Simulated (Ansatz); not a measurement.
# A series in volume scale on Si

Results calculated with Ansatz 0.2.0, not measured. Plane-wave DFT, scalar-relativistic PAW made under PBE with cores redone for the functional, no dispersion; the given relaxed cell is scaled uniformly, energy at zero smearing counts from the unscaled cell, pressure at the given Fermi-Dirac smearing is positive in compression.

The cell before it is scaled or strained (space group P6_3/mmc, No. 194):
```
Si
1.0
      2.6656     0.0000     0.0000
     -1.3328     2.3085     0.0000
      0.0000     0.0000     4.4964
Si
2
Direct
  0.33333 0.66667 0.25000
  0.66667 0.33333 0.75000
```

Settings of every row: spin polarised no; functional LDA; wave cutoff 420 eV; smearing width 0.1 eV; k mesh 15x15x8.

Atom starting moment: 0 on all atoms.

Limits: the cell comes from a prototype or a list of computed structures and needn't be the stable phase.

```csv
row,volume scale,V (Å³/atom),energy change per atom (meV),pressure (GPa)
1,0.88,12.174,69.35,15.69
2,0.92,12.728,?,?
3,0.96,13.281,5.3,3.84
4,1.04,14.388,7.48,-3.64
5,1.08,14.941,25.17,-6.32
6,1.12,15.495,51.15,-8.51
```

Question: what energy change per atom and pressure should row 2 give?

Worked fit of energy change per atom. Take u = (V_r/V)^(2/3) − 1 with V_r = 14.388 Å³ an atom, which is twice the finite (Eulerian) strain; such expansions in the strain, on which the Birch-Murnaghan equation of state is built, carry the rest volume and the bulk modulus. The shown rows have u = 0.11784, 0.05482, 0, -0.02483, -0.04821. Least squares give energy change per atom = 7.06 − 501.091 × u + 8726.72 × u² meV; a straight line predicts inner rows, each left out in turn, worse (root mean square 29 against 0.86 meV). The rows lie off it by 0.16, -0.52, 0.42, 0.29, -0.35 (root mean square 0.37 meV). The withheld row has u = 0.08516, so the fit gives 7.06 − 501.091 × (0.08516) + 8726.72 × (0.08516)² = 27.68 meV.

The calculation gave 27.03 meV. The fit lies 0.65 meV (2.4 % of the value, 1 % of the column's range) above it; its largest miss of a shown row is 0.52 meV.

Worked fit of pressure. Take u = (V_r/V)^(2/3) − 1 with V_r = 14.388 Å³ an atom, which is twice the finite (Eulerian) strain; such expansions in the strain, on which the Birch-Murnaghan equation of state is built, carry the rest volume and the bulk modulus. The shown rows have u = 0.11784, 0.05482, 0, -0.02483, -0.04821. Least squares give pressure = −3.707 + 117.476 × u + 397.98 × u² GPa; a straight line predicts inner rows, each left out in turn, worse (root mean square 1.4 against 0.15 GPa). The rows lie off it by 0.03, -0.09, 0.07, 0.06, -0.06 (root mean square 0.065 GPa). The withheld row has u = 0.08516, so the fit gives −3.707 + 117.476 × (0.08516) + 397.98 × (0.08516)² = 9.18 GPa.

The calculation gave 9.12 GPa. The fit lies 0.06 GPa (0.25 % of the column's range) above it; its largest miss of a shown row is 0.09 GPa.
